Stretch the bond between carbon and fluorine in this small ring molecule, with the shape of both fragments frozen, and the two electrons that made it must in the end part company. At 2.93 and 3.72 Å, how far has that separation gone? How large is the error of RHF, which keeps both electrons in one orbital? And where does UHF, which lets the up-spin and down-spin electrons use different orbitals, lie relative to CASSCF?

PySCF 2.14.0, RHF, broken-symmetry UHF and CASSCF(2,2) with the def2-SVP basis, for neutral singlet C4H3F (C=C1C=C1F) in the gas phase. The C–F bond is stretched rigidly from the GFN2-xTB geometry. Energy differences are taken at equal bond length; spin squared is from UHF and the occupation from CASSCF natural orbitals.

```
bond length (Å)  RHF energy over CASSCF (eV)  UHF energy under RHF (eV)  spin squared  first weak orbital occupation
          1.220                        0.504                      0.000         0.000                          0.013
          1.330                        0.630                      0.000         0.000                          0.020
          1.460                        0.806                      0.000         0.000                          0.035
          1.600                        1.029                      0.000         0.000                          0.060
          1.800                        1.412                      0.148         0.424                          0.119
          2.060                        2.024                      1.288         0.909                          0.251
          2.390                        2.943                      2.816         1.082                          0.477
          2.930                            ?                          ?             ?                              ?
          3.720                            ?                          ?             ?                              ?
```

The CASSCF calculation spreads two electrons over two orbitals, and the first weak orbital occupation counts the electrons in the less filled one. It is near 0 for an intact bond and reaches 1 when one electron sits on each side. Spin squared belongs to the UHF solution. It is 0 for a true singlet and 1 for the simplest broken-symmetry state, with one up-spin electron on one side and one down-spin electron on the other.

From 1.22 to 1.60 Å: a bond with a small admixture

The pair can be described by two configurations: both electrons in the bonding orbital, or both in the antibonding one. Let their energies be −D and +D about a common midpoint, and let K be the coupling that mixes them. Overlap between the carbon and fluorine orbitals makes D large; K measures the gain from keeping the electrons apart. The ratio x = D/K then sets the weak occupation, and x and K together set the RHF error:

weak occupation = 1 − x/√(1 + x²)

RHF energy over CASSCF = K [√(1 + x²) − x]

The second line holds because RHF stays at −D, while the mixed state sinks to −√(D² + K²). For large x both quantities are small, and RHF is a fair start. For x = 0 the weak occupation is 1 and the RHF error is the whole of K. The reason is that an RHF pair shared equally by two distant fragments spends half its weight in ionic arrangements, with both electrons on the same side. These lie 2K above the neutral arrangement, so half the weight costs K.

The row at 1.600 Å shows how the model reads the table. Its weak occupation of 0.060 gives x = 2.76, so the bond still wins clearly over the tendency to separate. Yet RHF already lies 1.029 eV above CASSCF, which makes K about 5.9 eV. A small occupation can therefore go with an energy error that matters. K read in this way is an effective value: RHF and CASSCF each optimise their own orbitals, and K absorbs the difference. The RHF error, too, is only the distance to this CASSCF, which itself leaves out most of the electron correlation.

The active orbitals are taken here to be the bonding and antibonding orbitals of the C–F bond. The smooth rise of the weak occupation suits that reading, but the orbitals themselves have not been inspected.

From 1.60 to 1.80 Å: UHF leaves RHF

UHF can separate the electrons only by mixing some triplet into the singlet. Let c run from 1 for the closed shell to 0 for one electron on each side. If the triplet is placed at −K, the energy that the singlet reaches when D vanishes, the same two-orbital model gives

UHF energy = −D c − K (1 − c²)

spin squared = 1 − c²

The lowest point lies at c = x/2. Since c cannot exceed 1, the separation pays only when x is below 2. This threshold is the Coulson–Fischer point: the bond length at which a single determinant first gains by giving the two spins different orbitals.

The known rows bear this out. The ratio read from the CASSCF occupations falls from 2.76 at 1.600 Å to 1.86 at 1.800 Å, and UHF drops below RHF between the same two lengths. At the shorter ones no broken-symmetry solution was found, although CASSCF already lies below RHF there. UHF thus responds to the growing separation only after a threshold, whereas CASSCF describes it from the start. Just past the threshold the model gets the onset right but not the size: at 1.800 Å it gives a spin squared of 0.13, against 0.424 in the table.

From 2.06 to 2.39 Å: UHF gains more than the pair can supply

Once symmetry is broken, the model places UHF above CASSCF by

K [√(1 + x²) − 1 − x²/4]

This difference vanishes when the electrons are fully apart. At 2.390 Å, where x is 0.61, it should be 0.42 eV. The table gives 2.943 − 2.816 = 0.127 eV, so UHF lies about 0.29 eV lower than the pair alone allows. At 2.060 Å the same comparison leaves 0.28 eV.

Spin squared points to the same surplus. At 2.390 Å it is 1.082, while the model gives the bond pair only 0.91, and one up-spin and one down-spin electron can never give more than 1. Other electrons must be contributing, and theory offers a standard cause, spin polarisation. An unpaired electron acts differently on up-spin and down-spin neighbours, and UHF lets their orbitals adjust. CASSCF with only two active electrons keeps all the other electrons in strict pairs.

The limit of full separation shows where this must lead. CASSCF then describes two fragments, each with one unpaired electron and all others paired. UHF can reproduce that energy and lower it further by polarising the pairs. If the fragments respond at all, UHF must finish below this CASSCF, even though it is still above it in every known row.

Beyond 2.39 Å: the forecasts

A forecast needs x at longer distances. Since D comes from orbital overlap, which fades roughly exponentially, a least-squares straight line was put through the natural logarithm of x against bond length R, using the seven known rows:

ln x = 4.196 − 1.972 R, with R in Å

The ratio falls by about 18% for every 0.1 Å. K, the UHF energy surplus and the surplus in spin squared are carried over unchanged from the row at 2.390 Å.

At 2.93 Å the line gives ln x = −1.58, hence x = 0.205. The weak occupation follows as 1 − 0.205/1.021 = 0.80. With K = 5.26 eV, the RHF error is 5.26 × (1.021 − 0.205) = 4.3 eV. The bond pair now holds UHF only a few hundredths of an eV above CASSCF, so the surplus should carry it below.

The forecast for the weak occupation is 0.80 ± 0.04 at 2.93 Å and 0.96 ± 0.04 at 3.72 Å: nearly one electron, but not quite. These ranges, like those that follow, are judgements and not statistical intervals. The main risk is that the overlap fades faster at long range than the line assumes.

RHF should lie 4.3 ± 0.5 eV above CASSCF at the first length and 5.0 ± 0.9 eV at the second, still rising but more slowly. The wide ranges reflect doubt about K. RHF can shift the pair towards fluorine, which would lower its error. On the other hand, the opposite charges in the ionic arrangements attract each other less as they separate, which would raise it.

UHF should lie below CASSCF, at −0.23 ± 0.2 eV and then −0.29 ± 0.2 eV relative to it. Spin squared should stay above 1, at 1.17 ± 0.08 and 1.18 ± 0.08.

The withheld rows as computed:

```
bond length (Å)  RHF energy over CASSCF (eV)  UHF energy under RHF (eV)  spin squared  first weak orbital occupation
          2.930                        4.401                      4.621         1.143                          0.775
          3.720                        5.829                      6.117         1.154                          0.948
```

At 2.93 Å: all four values within their ranges

The weak occupation is 0.775, slightly below the forecast. The ratio x has fallen less than the line predicted, to 0.23 instead of 0.205, so the overlap fades more slowly than assumed, not faster. A single exponential serves well over the known rows but is a little too steep when continued beyond them.

RHF lies 4.401 eV above CASSCF, against a forecast of 4.3 eV. Two errors partly cancel here: the pair is less separated than predicted, which reduces the RHF error, but K has risen to 5.5 eV, which increases it. The expected slowing has barely begun, because the error still grows almost as steeply as over the preceding stretch.

The change of order has happened. UHF is 4.621 eV below RHF and therefore 0.220 eV below CASSCF, close to the forecast. This doesn't make it the better singlet: its spin squared is 1.143. Its lower energy reflects a response of other electrons that the small active space leaves out.

At 3.72 Å: the pair is almost separated, and K has grown

The weak occupation of 0.948 is close to the predicted 0.96. The RHF error is the clear weak spot. It is 5.829 eV against a forecast of 5.0 eV, so the forecast is about 14% too low and only just within its range. The growth has now slowed, but less than predicted.

The occupation was nearly right, so in the model this miss comes from K. The forecast held it at 5.26 eV, whereas the computed row requires 6.14 eV, an increase of 0.88 eV. The attraction within an ionic arrangement is roughly 14 eV Å divided by the distance, so it weakens by about 2 eV between 2.39 and 3.72 Å. For a pair shared equally, K is half the cost of the ionic arrangements and should rise by about 1 eV. That estimate was made after the values were known. Its size makes the loss of attraction a plausible cause, not a proven one: fluorine may hold more than half of the RHF pair, and the charges were not inspected. Nor does it explain why K was lower at 2.39 Å than at 1.22 Å. The energies of the ionic arrangements also depend on the small basis, which lacks diffuse functions for a negative charge.

The UHF forecast escapes this trouble because the K-dependent part has almost vanished. UHF lies 0.288 eV below CASSCF, practically as predicted. Once the pair's own share is taken out, the surplus stays between 0.28 and 0.29 eV from 2.06 Å onwards, while x falls about twentyfold. A gain so insensitive to the bond is what polarisation inside the separate fragments should give. The π electrons of the carbon fragment are a likely source, though this has not been tested.

Spin squared ends at 1.154, a little below the forecast but still above 1. The bond pair now contributes almost exactly 1, and the rest is the mark of the other electrons. That rest is less steady than the energy surplus: in the model it shrinks from 0.23 at 2.06 Å to 0.15 here, so holding it fixed made the forecast slightly too high. The two single-determinant methods thus part in opposite directions: RHF climbs far above CASSCF because it retains ionic arrangements, while UHF settles slightly below because it polarises electrons that this CASSCF keeps paired.
